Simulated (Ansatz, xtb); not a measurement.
**Two isomers of C5H7FSi**

Structure X: `C#C[Si]1(F)CCC1`, a singlet. Structure Y: `C#C/C=C/[Si@H](C)F`, a singlet. Both are isolated molecules in the gas phase, relaxed with B3LYP-D3(BJ)/def2-SVP, each in the lowest conformer that the search found.

Energies in hartree; the thermal terms are from GFN2-xTB frequencies at re-optimised GFN2-xTB minima (ideal gas, soft modes damped towards free rotors, one conformer each, 298.15 K, 1 atm) and include the zero-point energy:

|  | X | Y |
| --- | --- | --- |
| E, CCSD(T)/def2-SVP | −582.498220 | −582.490834 |
| E, MP2/def2-SVP | −582.411163 | −582.400114 |
| E, MP2/def2-TZVPP | −583.094765 | −583.078867 |
| zero-point energy | 0.103591 | 0.097874 |
| H(298 K) − E | 0.113096 | 0.108619 |
| G(298 K) − E | 0.070040 | 0.062698 |

Q: Correct the CCSD(T) difference for the basis set by the MP2 change, then work out ΔE, ΔE₀, ΔH and ΔG for X → Y in kJ/mol (1 Eh = 2625.50 kJ/mol) and the equilibrium ratio [Y]/[X].

A: 1. Differences Y − X: CCSD(T) +0.007386, MP2 in the small set +0.011049, MP2 in the large set +0.015898 Eh.
2. ΔE = +0.007386 + (+0.015898 − (+0.011049)) = +0.012235 Eh = +32.12 kJ/mol.
3. ΔE₀ = ΔE + ΔZPE = +0.012235 + (−0.005717) Eh = +17.11 kJ/mol.
4. ΔH = ΔE + (−0.004477) Eh = +20.37 kJ/mol.
5. ΔG = ΔE + (−0.007342) Eh = +12.85 kJ/mol, so ΔS = (ΔH − ΔG)/T = +25.2 J/(mol K).
6. kT = 0.9442 mEh, so K = [Y]/[X] = exp(−ΔG/kT) = exp(−5.18) ≈ 0.0056.

Structure X is favoured at this temperature. An error of 4 kJ/mol in ΔG would change K by a factor of 5. The basis-set step is large, which makes the value less sure. GFN2-xTB gave ΔE the other sign. Mirror images and further conformers aren't counted.

As drawn, Y has 1 C=C, 1 Si–H in place of 1 C–Si, 1 C–C, 1 C–H. Structure X has a 4-membered ring, Y no ring.

Other levels gave ΔE = −11.0 (GFN2-xTB); +123.2 (HF/STO-3G, GFN2-xTB geometries); +19.7 (r2SCAN-D4/def2-SVP, GFN2-xTB geometries); +14.3 (B3LYP-D3(BJ)/def2-SVP); +7.6 (HF/def2-SVP); +29.0 (MP2/def2-SVP); +19.4 (CCSD(T)/def2-SVP) kJ/mol. The correlated steps freeze 11 core orbitals. Programs: Ansatz 0.2.0, xtb 6.7.1.

The ring isomer X lies lower, but its electronic advantage of 32.12 kJ/mol shrinks to 12.85 kJ/mol in free energy. Opening the ring relieves the angle strain of the silacyclobutane and gives a conjugated enyne. Against that, Y exchanges σ bonding for a weaker C=C π component, and this cost evidently outweighs the gain. Much of the thermal correction is zero-point energy: a stiff C–H stretch gives way to a softer Si–H stretch, and the ring framework to loose skeletal motions. The same torsional freedom probably accounts for most of the entropy gain, which favours Y further.

In the small basis, correlation raises the preference for X from +7.6 kJ/mol with Hartree–Fock to +19.4 kJ/mol with CCSD(T), while MP2 overshoots at +29.0 kJ/mol. This suggests that the compact, more σ-bonded ring gains more correlation energy than the open chain. The ratio describes equilibrium between these two isomers only, and says nothing about whether X would open to Y on heating or instead fragment to an alkene and a silene, a familiar pathway for silacyclobutanes.
